## A resonance 0.01 meV wide with 1 ps scattering

**Student:** The sheet gives a GaAs/AlGaAs double barrier with a level of intrinsic full width $\Gamma = 0.01$ meV and a scattering time $\tau = 1$ ps in the well. I think the resonance is dead. With $\hbar \approx 0.7$ meV ps the electron needs $\hbar/\Gamma \approx 70$ ps to escape. The resonance exists because partial waves from many round trips add in phase. Scattering cuts that build-up from 70 ps to 1 ps, so the amplitude in the well drops by 70 and the transmission by $70^2$, from 1 to $2\times10^{-4}$.

**Lecturer:** Keep that number. It is a good estimate, but of a different quantity. Conventions first. We take one level at $E_0$, one spin direction, and no Coulomb interaction. Every $\Gamma$ is a full width at half maximum, so $\Gamma/\hbar$ is the rate at which probability leaves the level. The barriers contribute $\Gamma_L$ and $\Gamma_R$ with $\Gamma = \Gamma_L + \Gamma_R$, and for numbers we take them equal, 0.005 meV each. Scattering removes probability from the coherent state at the rate $1/\tau$, which defines $\Gamma_\phi = \hbar/\tau$. Currents are particle currents times $e > 0$. Energies are in meV, with 1 meV $= 1.602\times10^{-22}$ J.

### The estimate by hand

**Lecturer:** Where does an electron go after it has scattered in the well?

**Student:** It stays in the well, with a random phase.

**Lecturer:** And it must still leave through a barrier. So count electrons. Apply a bias large enough that the left contact is full and the right one empty over the whole line. An empty level fills in $\hbar/\Gamma_L \approx 0.7/0.005 = 140$ ps, a full one empties in another 140 ps. One electron passes every 280 ps, and

$$I \approx \frac{1.6\times10^{-19}\ \mathrm{C}}{280\ \mathrm{ps}} \approx 0.6\ \mathrm{nA}.$$

No phase entered that argument, so $\tau$ cannot enter the answer.

**Student:** That is a sequential picture. You assumed the phase away instead of showing that it is irrelevant.

**Lecturer:** For now, yes; the calculation has to confirm it. Accept it and use the Landauer formula for a full left and an empty right contact, $I = (e/h)\int T\,dE$. The area under $T$ is then $h$ divided by 280 ps, or $6\times0.7/280 = 0.015$ meV with $2\pi \approx 6$. A state interrupted every picosecond is $\hbar/\tau \approx 0.7$ meV wide. Treat the line as a box of that width. Its height is $0.015/0.7 \approx 0.02$.

**Student:** A hundred times my value. What would that mean for the conductance at 4.2 K?

**Lecturer:** The linear conductance is $e^2/h$ times $T$ averaged with $-\partial f/\partial E$, where $f$ is the Fermi function. That weight has unit area and height $1/4k_BT$, so as a box it is $4k_BT \approx 1.4$ meV wide. Add two independent broadenings in quadrature, $\sqrt{0.7^2 + 1.4^2} \approx 1.6$ meV. The averaged transmission on resonance is $0.015/1.6 \approx 0.0094$, and with $e^2/h \approx 4\times10^{-5}$ S the peak conductance is about 0.4 µS. Three estimates, then: 0.6 nA, 0.02 and 0.4 µS.

### The careful calculation

**Student:** How does a scattering theory of coherent waves describe something that breaks the phase?

**Lecturer:** By Büttiker's construction. Attach a third, fictitious reservoir $\phi$ to the level with coupling width $\Gamma_\phi$. What enters a reservoir loses its phase. Then demand that the reservoir draw no net current, so every electron absorbed is replaced by one with an unrelated phase. The three-terminal problem itself is coherent. If the couplings do not depend on energy, each reservoir $a$ adds $-i\Gamma_a/2$ to the level energy, and with $\epsilon = E - E_0$ the retarded Green function of the level is

$$G(\epsilon) = \frac{1}{\epsilon + i\Gamma_t/2}, \qquad \Gamma_t = \Gamma_L + \Gamma_R + \Gamma_\phi .$$

Up to constant phases the scattering matrix is $S_{ab} = \delta_{ab} - i\sqrt{\Gamma_a\Gamma_b}\,G$. It is unitary because $i(G - G^*) = \Gamma_t|G|^2$ and $\Gamma_t$ is the sum over all three channels. For $a \ne b$,

$$T_{ab} = \Gamma_a\Gamma_b D, \qquad D(\epsilon) = |G|^2 = \frac{1}{\epsilon^2 + \Gamma_t^2/4}.$$

**Student:** Then $T_{LR}$ on resonance is $4\Gamma_L\Gamma_R/\Gamma_t^2$, which is $(\Gamma/\Gamma_t)^2$ for equal barriers. That is my estimate.

**Lecturer:** It is. But $T_{LR}$ is not the whole current. Let reservoir $a$ inject with occupation $f_a(E)$. The current out of it per unit energy is $j_a = (e/h)\sum_b T_{ab}(f_a - f_b)$. Set $j_\phi = 0$ at each energy. The factor $\Gamma_\phi D$ is common to both terms, which leaves $\Gamma_L(f_\phi - f_L) + \Gamma_R(f_\phi - f_R) = 0$, so

$$f_\phi = \frac{\Gamma_L f_L + \Gamma_R f_R}{\Gamma}, \qquad f_L - f_\phi = \frac{\Gamma_R}{\Gamma}(f_L - f_R).$$

Insert this in $j_L = (e/h)\,\Gamma_L D\,[\Gamma_R(f_L - f_R) + \Gamma_\phi(f_L - f_\phi)]$. The bracket becomes $\Gamma_R(1 + \Gamma_\phi/\Gamma)(f_L - f_R)$. Hence $j_L = (e/h)\,T_{\rm eff}(f_L - f_R)$ with

$$T_{\rm eff}(\epsilon) = \frac{\Gamma_L\Gamma_R}{\Gamma}\,\frac{\Gamma_t}{\epsilon^2 + \Gamma_t^2/4}, \qquad \Gamma_t = \Gamma + \Gamma_\phi .$$

Read off three things. The peak is $4\Gamma_L\Gamma_R/(\Gamma\Gamma_t)$, which is $\Gamma/\Gamma_t$ times the value $4\Gamma_L\Gamma_R/\Gamma^2$ without scattering. Since $\int \Gamma_t D\,d\epsilon = 2\pi$, the area is $A = 2\pi\Gamma_L\Gamma_R/\Gamma$ whatever $\Gamma_\phi$ is. And $T_{LR}/T_{\rm eff} = \Gamma/\Gamma_t$ at every energy. That coherent fraction is the branching ratio for leaving through a barrier before meeting the probe. The large-bias current $eA/h = e\Gamma_L\Gamma_R/\hbar\Gamma$ equals $e/(\hbar/\Gamma_L + \hbar/\Gamma_R)$, our counting result. Jonson and Grincwajg reached this insensitivity of the resonant current to scattering in 1987.

**Student:** Zero probe current at each energy is elastic dephasing. Phonons move electrons in energy. Surely that changes the current.

**Lecturer:** Try it. Let $f_\phi$ be anything, a Fermi function for instance, and require only that the total probe current vanish. Define $F_a = \int D f_a\,dE$. With constant widths every integrated current is linear in the $F_a$, with the same coefficients as before. The condition gives $F_\phi = (\Gamma_L F_L + \Gamma_R F_R)/\Gamma$, and the total current is again $(e/h)\int T_{\rm eff}(f_L - f_R)\,dE$. Only the energy distribution of the outgoing electrons differs. The equivalence rests on widths that do not depend on energy, and we shall size that assumption.

**Student:** Numbers, then.

**Lecturer:** $\hbar = 0.6582$ meV ps, so $\Gamma_\phi = 0.6582$ meV, or $1.055\times10^{-22}$ J, and $\Gamma_t = 0.6682$ meV. The peak is $\Gamma/\Gamma_t = 0.01497$, lower than 1 by a factor 66.8. Its coherent part is $(\Gamma/\Gamma_t)^2 = 2.240\times10^{-4}$. The transmission from the left contact into the probe is $4\Gamma_L\Gamma_\phi/\Gamma_t^2 = 0.02948$, the share $\Gamma_R/\Gamma = 1/2$ of it ends on the right, and that gives 0.01474. The two parts sum to the peak. The area is $A = \pi\Gamma/2 = 0.01571$ meV. Filling and emptying take $4\hbar/\Gamma = 263.3$ ps together, so $I = 0.609$ nA. With $e^2/h = 38.74$ µS the peak conductance at zero temperature is 0.580 µS. I print these figures so that we can compare methods; $\tau$ itself is given to one figure.

**Student:** And the thermal average?

**Lecturer:** We need $\langle T\rangle = \int T_{\rm eff}\,(-\partial f/\partial E)\,dE$ with the chemical potential at $E_0$. Write $T_{\rm eff} = A\,L(\epsilon)$, where $L = \Gamma_t D/2\pi$ is a Lorentzian of unit area and half-width $g = \Gamma_t/2$. The pole expansion of the Fermi function gives $-\partial f/\partial E = -k_BT\sum_n (\epsilon - i\omega_n)^{-2}$, with $\omega_n = (2n+1)\pi k_BT$ and $n$ over all integers. For $\omega_n > 0$ close the contour below, where only the pole of $L$ at $\epsilon = -ig$ lies. The average then replaces $\epsilon$ by $-ig$, and $-(\epsilon - i\omega_n)^{-2}$ becomes $(g + \omega_n)^{-2}$. The terms with $\omega_n < 0$ give the same by symmetry. Therefore

$$\langle T\rangle = 2Ak_BT\sum_{n\ge0}\frac{1}{(g + \omega_n)^2} = \frac{A}{2\pi^2k_BT}\,\psi_1\!\left(\tfrac12 + x\right), \qquad x = \frac{\Gamma_t}{4\pi k_BT},$$

where $\psi_1(z) = \sum_{n\ge0}(n+z)^{-2}$ is the trigamma function. Test the limits. For $x \to 0$, $\psi_1(1/2) = \pi^2/2$ gives $A/4k_BT$. For large $x$, $\psi_1 \to 1/x$ gives $2A/\pi\Gamma_t$, the peak of $T_{\rm eff}$. At 4.2 K, $k_BT = 0.3619$ meV, or $5.80\times10^{-23}$ J, so $x = 0.1469$ and $\psi_1 = 3.216$. Then $\langle T\rangle = 0.00707$ and $G_{\rm peak} = 0.274$ µS.

**Student:** What if I switch the scattering off at the same temperature?

**Lecturer:** Then $x = 0.0022$, $\psi_1 = 4.898$, $\langle T\rangle = 0.01077$ and the peak is 0.417 µS. Scattering that lowers the transmission peak by 66.8 lowers the conductance peak at 4.2 K only to 0.657 of its value. The thermal window was already far wider than the unscattered line, so the conductance sampled the area of the line and not its height, and the area is what scattering leaves alone.

### Why the two differ

**Lecturer:** Put them side by side, keeping an extra digit in the estimates so that the ratios can be traced.

| quantity | estimate | calculation | ratio |
|---|---|---|---|
| large-bias current (nA) | 0.571 | 0.609 | 0.939 |
| peak of $T_{\rm eff}$ | 0.0214 | 0.01497 | 1.43 |
| peak conductance at 4.2 K (µS) | 0.375 | 0.274 | 1.37 |

**Student:** The current differs by rounding alone, I suppose.

**Lecturer:** Yes. The counting formula is exact in this model. We used 280 ps for 263.3 ps, a factor 0.940, and the rounded charge supplies the rest.

**Student:** The peak is 43 % high, and rounding cannot do that.

**Lecturer:** Rounding works the other way. Call area divided by height the effective width $w$ of a line. A box has $w$ equal to its full width. A Lorentzian has $w = \pi\Gamma_t/2$, because half of its area lies outside its half-maximum points. The box packs that area into the centre and is too tall by $\pi/2 = 1.571$. Using $\Gamma_\phi$ for $\Gamma_t$ adds 1.015. In the estimate the rounded $\hbar$ in $h$ cancels against the one in the width, leaving $2\pi\tau/(280\ \mathrm{ps})$. The roundings that remain are $6/2\pi = 0.955$ and the 0.940 from the times. The product $1.571\times1.015\times0.955\times0.940$ is 1.43. One wrong shape, partly hidden by two roundings.

**Student:** Then the conductance should also be off by about $\pi/2$, and 1.37 is the same story.

**Lecturer:** It looks so, and it is mostly a different one. The area contributes $0.015/0.01571 = 0.955$ and the rounded $e^2/h$ contributes 1.033, together 0.986. All the rest is the width. The exact effective width is $w = A/\langle T\rangle = 2\pi^2k_BT/\psi_1 = 2.22$ meV against our 1.6 meV, a factor 1.388. Now repair the shape alone. The Lorentzian has $w = 1.050$ meV, the thermal weight has $4k_BT = 1.448$ meV, and in quadrature they give 1.788 meV. That accounts for only 1.118, since the larger thermal term dominates a quadrature sum. The remaining factor, $2.22/1.788 = 1.24$, is the failure of quadrature itself.

**Student:** Why should it fail? Variances add under convolution.

**Lecturer:** When they exist. A Lorentzian falls as $\epsilon^{-2}$ and has no finite variance. The share of its area lying beyond a distance of order $k_BT$ is proportional to $\Gamma_t/k_BT$, and that share is lost to the thermal window. So the loss is of first order in $\Gamma_t$, while quadrature makes it second order. Expand with $\psi_1'(1/2) = -14\zeta(3)$:

$$w \approx 4k_BT\left(1 + \frac{28\zeta(3)}{\pi^2}\,x\right) = 4k_BT + \frac{28\zeta(3)}{\pi^3}\,\Gamma_t = 4k_BT + 1.086\,\Gamma_t .$$

This gives 2.17 meV, close to the exact 2.22 meV. The plain sum of the two effective widths, 2.50 meV, overshoots, and quadrature undershoots.

**Student:** Back to my $2\times10^{-4}$. It is 73 times below the peak. I still feel that scattered electrons should not count as resonant tunnelling.

**Lecturer:** An ammeter counts them. Your $(1/70)^2 = 2.04\times10^{-4}$ is 0.911 of the coherent part, and only rounding and the small step from $\Gamma_\phi$ to $\Gamma_t$ separate the two. Your argument treats scattering as absorption. Getting into the well costs one factor of $\Gamma/\Gamma_t$, since the build-up is cut short. Getting out before the next scattering event costs a second one. But an electron that scatters is put back and tries again, and in the end it leaves with certainty, to the right with probability $\Gamma_R/\Gamma$. Current conservation refunds the second factor. The scattered electrons entered through the broadened level, so their current is still peaked at $E_0$.

**Student:** If the area is fixed, the loss at the centre has to reappear somewhere.

**Lecturer:** In the wings. Set $T_{\rm eff}$ equal to the unscattered line $T_0 = \Gamma_L\Gamma_R/(\epsilon^2 + \Gamma^2/4)$. Cross-multiplying gives $\epsilon^2(\Gamma_t - \Gamma) = \Gamma\Gamma_t(\Gamma_t - \Gamma)/4$, so the curves cross at $|\epsilon| = \sqrt{\Gamma\Gamma_t}/2 = 0.041$ meV. Beyond that point scattering raises the transmission, and far out the ratio tends to $\Gamma_t/\Gamma$. At 10 meV detuning the model gives $1.7\times10^{-5}$ against $2.5\times10^{-7}$. The wings also limit the phrase "large bias". A window of width $eV$ centred on the level holds the fraction $(2/\pi)\arctan(eV/\Gamma_t)$ of the area at zero temperature. For $V = 10$ mV it is 0.958, so the current is 0.583 nA; without scattering the fraction is 0.9994 and the current 0.608 nA. On resonance scattering costs a few per cent, off resonance it multiplies the current many times. In this model scattering spoils the ratio of peak to valley current through the valley.

**Student:** You promised to size the assumptions. We argued about a factor 1.015, so anything at the per cent level matters.

**Lecturer:** Take typical inputs: a 5 nm well, a level 80 meV above the band edge, a mass of $0.067\,m_e$, and barrier tops 200 meV above the level. The velocity $\sqrt{2E_0/m}$ is $6.5\times10^5$ m/s and a round trip lasts $t = 15$ fs, so there are about 65 round trips per scattering event. The level spacing is of order $h/t = 0.27$ eV, and $\Gamma_t$ is 0.0025 of it. One level is enough near the peak.

Now the barriers. With one attempt per round trip, $\Gamma_L = \hbar T_L/t$ requires a barrier transmission $T_L = 1.2\times10^{-4}$. Drop the prefactor and write $T_L \approx e^{-2\kappa d}$, with barrier thickness $d$ and decay constant $\kappa \propto \sqrt{\Delta}$, where $\Delta$ is the distance to the barrier top. Then $2\kappa d \approx 9$ and $d\ln\Gamma_L/dE = \kappa d/\Delta \approx 0.023$ per meV. Over the half-width $\Gamma_t/2$ the couplings change by 0.8 %. That change is odd in $\epsilon$, so it cancels to first order in the peak height and in windows centred on the level. At 10 meV detuning it is about 25 %, and a constant $\Gamma_\phi$ is itself only an assumption so far from the level. Trust the wing values to their order of magnitude.

**Student:** And the meaning of "1 ps"?

**Lecturer:** That is larger than anything in the table. If 1 ps were the decay time of the amplitude instead of the probability, the added width would be $2\hbar/\tau = 1.316$ meV and the peak 0.00754, about half. The large-bias current would not move.

**Student:** Last objection. Two spins, and electrons repel.

**Lecturer:** Without interaction, double every current and conductance. If the level belongs to a small dot, that fails. A typical capacitance of 0.1 fF gives $e^2/C = 1.6$ meV, above $\Gamma_t$. Suppose the bias covers the line of the first electron but not that of the second. Then the empty dot fills at the rate $2\Gamma_L/\hbar$ and the occupied one empties at $\Gamma_R/\hbar$, so $I = 2e\Gamma_L\Gamma_R/[\hbar(2\Gamma_L + \Gamma_R)]$. For equal barriers that is 2/3 of the doubled value, a change as large as the shape corrections we traced. It is again a count of filling and emptying times, and again $\tau$ is absent from it.